Bond points at gallium in ethylgallane

Question for this page: ethylgallane, C2H5–GaH2, has nine bonds, and seven of them have known values at their bond critical points. Can those seven tell us what the second Ga–H bond and the Ga–C bond look like?

A bond critical point is the place between two bonded atoms where the electron density is lowest along the bond and highest across it. "Density" is its value there. "Laplacian" is the sum of its three curvatures: negative where charge is locally concentrated, positive where it is locally depleted. "Energy density" is kinetic plus potential energy per volume, and a negative value means that the potential part prevails. "Ellipticity" measures how unequal the two curvatures across the bond are. The atom columns hold atom numbers: 1 is gallium, 4 and 5 are the carbons, and all others are hydrogens.

QTAIM bond critical points of ethylgallane, C2H5–GaH2 (neutral singlet), from a gas-phase Kohn–Sham DFT single point with PySCF 2.14.0 at the BLYP/def2-SVPD level, on a GFN2-xTB geometry.

```
row  density (a.u.)  first atom  second atom  laplacian (a.u.)  ellipticity  energy density (a.u.)
  1           0.275       5.000        8.000            -0.988        0.004                 -0.293
  2           0.275       5.000       10.000            -0.982        0.006                 -0.292
  3           0.275       5.000        9.000            -0.981        0.006                 -0.292
  4           0.268       4.000        6.000            -0.922        0.027                 -0.278
  5           0.268       4.000        7.000            -0.920        0.027                 -0.278
  6           0.232       4.000        5.000            -0.492        0.029                 -0.179
  7           0.111       1.000        2.000             0.116        0.043                 -0.052
  8               ?           ?            ?                 ?            ?                      ?
  9               ?           ?            ?                 ?            ?                      ?
```

What the known rows say

The five C–H bonds are nearly alike, and the C–C bond comes somewhat below them in density. The Ga–H bond stands apart. At 1.59 Å it is hardly longer than the C–C bond at 1.54 Å, yet its bond point has only about half the density. It is also the only known row with a positive Laplacian.

The density falls as the bonds get longer from C–H through C–C to Ga–H, but length alone does not set its size. An exponential fall of density with length, fitted to the seven known rows, has to give C–C and Ga–H almost the same density. It puts C–C at 0.16 instead of 0.232, and Ga–H at 0.15 instead of 0.111. The elements at the two ends matter as well as the distance between them.

The chemistry of gallium suggests why. Its valence shell is diffuse, so the electrons of a bond are spread over a large volume. It is also less electronegative than hydrogen or carbon, so its partner draws charge away from it. The sign of the Laplacian fits this picture of spread-out charge. Along the bond, the density bends upwards about as much in Ga–H as in C–H, with curvatures of 0.42 and 0.37 a.u. Across the bond it falls off far less sharply: the two curvatures there add up to only −0.30 a.u., against about −1.3 in C–H. They no longer outweigh the upward bend, so the sum is positive.

A positive Laplacian does not by itself make the bond ionic. The energy density of Ga–H is still negative, as it is for a shared pair of electrons. The two signs together describe a polar bond between the shared and the closed-shell extremes.

A rule for exchanging one end

The hydrogen molecule offers a simple picture. Halfway between its two atoms, the density comes from two overlapping 1s tails, each of which falls exponentially. Apart from a normalisation that changes slowly with distance, the result is a product of one factor from each end. Carried over to a bond between atoms A and B, with ρ for the density at the bond point and f for the factor of each end, this reads:

ρ(A–B) ≈ f(A) × f(B)

If that holds, exchanging hydrogen for carbon changes the density by the same factor whatever atom sits at the other end. The unknown bond then follows from three known ones:

ρ(Ga–C) ≈ ρ(Ga–H) × ρ(C–C) / ρ(C–H)

The geometry lends the idea some support. Going from C–H to C–C lengthens the bond by 0.45 Å, and going from Ga–H to Ga–C does the same. The analogy has a clear limit, however: the hydrogen molecule has no core electrons, and its bond point lies exactly in the middle. Neither is true of a bond to gallium.

With the mean C–H density of 0.272, the estimate is

0.111 × 0.232 / 0.272 ≈ 0.095

The energy density is treated in the same way, which is an assumption. The Laplacian changes sign between carbon and gallium, so scaling it by a ratio taken from carbon would be unsafe, and the known Ga–H bond serves as a rough guide instead.

The forecasts

The known rows run by falling density, so row 8 should be the second Ga–H bond and row 9 the Ga–C bond. The two Ga–H bonds are near mirror images of each other, on either side of the plane through gallium and the two carbons. For row 8 the values of row 7 can simply be carried over:

density 0.111 ± 0.002
Laplacian 0.116 ± 0.01
energy density −0.052 ± 0.003
ellipticity 0.043 ± 0.01

For row 9 the forecast is much less certain:

density about 0.095 ± 0.015
Laplacian positive, 0.116 ± 0.10
energy density about −0.032 ± 0.015
ellipticity small, 0.043 ± 0.05, though it cannot be negative

These ranges are judgements, not statistical errors. The exchange factor rests on carbon alone, and gallium's polarity may change it.

The withheld rows as computed:

```
row  density (a.u.)  first atom  second atom  laplacian (a.u.)  ellipticity  energy density (a.u.)
  8           0.111       1.000        3.000             0.116        0.043                 -0.052
  9           0.104       1.000        4.000             0.101        0.032                 -0.048
```

Hits and one miss

The second Ga–H bond agrees with the first to the digits shown. This follows from the near mirror symmetry of the geometry used, so it was an easy forecast. It does not test the product rule, which was not needed there.

The Ga–C density is 0.104. The forecast of 0.095 is too low by about 9 per cent of the computed value, which is inside the stated range. The fit on length alone gives 0.090, which is inside that range too, so this hit is no proof of the product rule. The Laplacian is positive as expected, and the ellipticity also falls within its range, but both of those ranges were wide.

The energy density is a miss. The computed value is −0.048, just beyond the edge of the forecast range, and the forecast had only about two thirds of that magnitude. Both errors point the same way: exchanging hydrogen for carbon changes the bond point much less at gallium than at carbon. Copying the Ga–H values unchanged would have come closer for the density and for the energy density.

Why the exchange matters less at gallium

The likely reason lies in the limit of the hydrogen analogy. In a C–H bond, carbon takes up most of the distance and the bond point lies close to the proton. There the attraction of a nearly bare nucleus probably helps to make the energy density strongly negative. When carbon replaces that hydrogen, the bond point moves to the middle of a C–C bond and loses this attraction, and the energy density shrinks to 0.62 of its former size.

At gallium there is less to lose. Hydrogen bound to an electropositive metal holds more charge and takes up more room, so the bond point is already well away from the proton. Replacing this hydrogen by carbon puts another negatively charged partner in its place, while the bond point should keep its distance from gallium. The additional 0.45 Å should then lie mostly on the partner's side.

The positions of the bond points bear out this geometry. They come from the full record of the same DFT calculation and are not part of the output printed after this page, so only the distances that follow from them are given here. The point lies about 0.41 Å from hydrogen in C–H, but 0.65 Å from it in Ga–H. Its distance from gallium is 0.94 Å in Ga–H and 0.96 Å in Ga–C, so nearly all of the additional length is on carbon's side. The positions do not prove that the nearby proton causes the strongly negative energy density in C–H. That step remains an argument from general bonding theory.

The computed values do show how alike the two kinds of gallium bond are. The local virial relation turns the Laplacian and the energy density into a ratio of potential to kinetic energy density, taken without sign. It is 1.64 for Ga–H and 1.66 for Ga–C, against 4.2 for C–C. The ratio only restates two columns of the table, but it puts the matter plainly: by this measure Ga–C resembles Ga–H far more than it resembles C–C.

What the comparison can carry

Gallium's low densities do not rank its bonds as weak, because density at the bond point depends on the element pair as well as on the strength of the bond. The values also depend on bond lengths from a tight-binding geometry, and gallium is treated without relativity. Only one conformer was computed, in the gas phase. In a less symmetric conformer the two Ga–H bonds need not agree so closely. The explanation of the miss rests on a single Ga–C bond. The complete output of the analysis follows this page.

Output of the analysis:

```
Bond lengths in row order (angstrom): 1 1.087, 2 1.087, 3 1.093, 4 1.1, 5 1.091, 6 1.537, 7 1.585, 8 1.588, 9 2.036
Lengthening from C-H to C-C (angstrom): 0.4456
Lengthening from Ga-H to Ga-C (angstrom): 0.4492
Mean C-H density (a.u.): 0.2722
Density factor from C-H to C-C: 0.8523
Energy density factor from C-H to C-C: 0.6246
Density of known Ga-H over that of C-C: 0.4784
fit of log(density) on 7 rows: constant -0.009153 +/- 0.48, coefficient of length -1.177 +/- 0.38; rms 0.183, worst 6 -0.358, leave-one-out rms 0.367
  rows outside the fit (model, value, miss): 8 -1.879, -2.198, 0.32; 9 -2.406, -2.263, -0.142
Density from length alone, in row order (a.u.): 1 0.2756, 2 0.2755, 3 0.2736, 4 0.2714, 5 0.2743, 6 0.1622, 7 0.1533, 8 0.1528, 9 0.0902
Forecast density, Ga-H then Ga-C (a.u.): 8 0.111, 9 0.09461
Error bar of density, Ga-H then Ga-C (a.u.): 8 0.002, 9 0.015
Forecast energy density, Ga-H then Ga-C (a.u.): 8 -0.052, 9 -0.03248
Error bar of energy density, Ga-H then Ga-C (a.u.): 8 0.003, 9 0.015
Forecast Laplacian, Ga-H then Ga-C (a.u.): 8 0.116, 9 0.116
Error bar of Laplacian, Ga-H then Ga-C (a.u.): 8 0.01, 9 0.1
Forecast ellipticity, Ga-H then Ga-C: 8 0.043, 9 0.043
Error bar of ellipticity, Ga-H then Ga-C: 8 0.01, 9 0.05
Computed second atom of rows 8 and 9: 8 3, 9 4
Computed density of rows 8 and 9 (a.u.): 8 0.111, 9 0.104
Density miss, forecast less computed (a.u.): 8 0, 9 -0.009393
Energy density miss, forecast less computed (a.u.): 8 0, 9 0.01552
Laplacian miss, forecast less computed (a.u.): 8 0, 9 0.015
Ellipticity miss, forecast less computed: 8 0, 9 0.011
Potential over kinetic energy density, size, in row order: 1 7.37, 2 7.28, 3 7.246, 4 6.853, 5 6.792, 6 4.196, 7 1.642, 8 1.642, 9 1.655
```
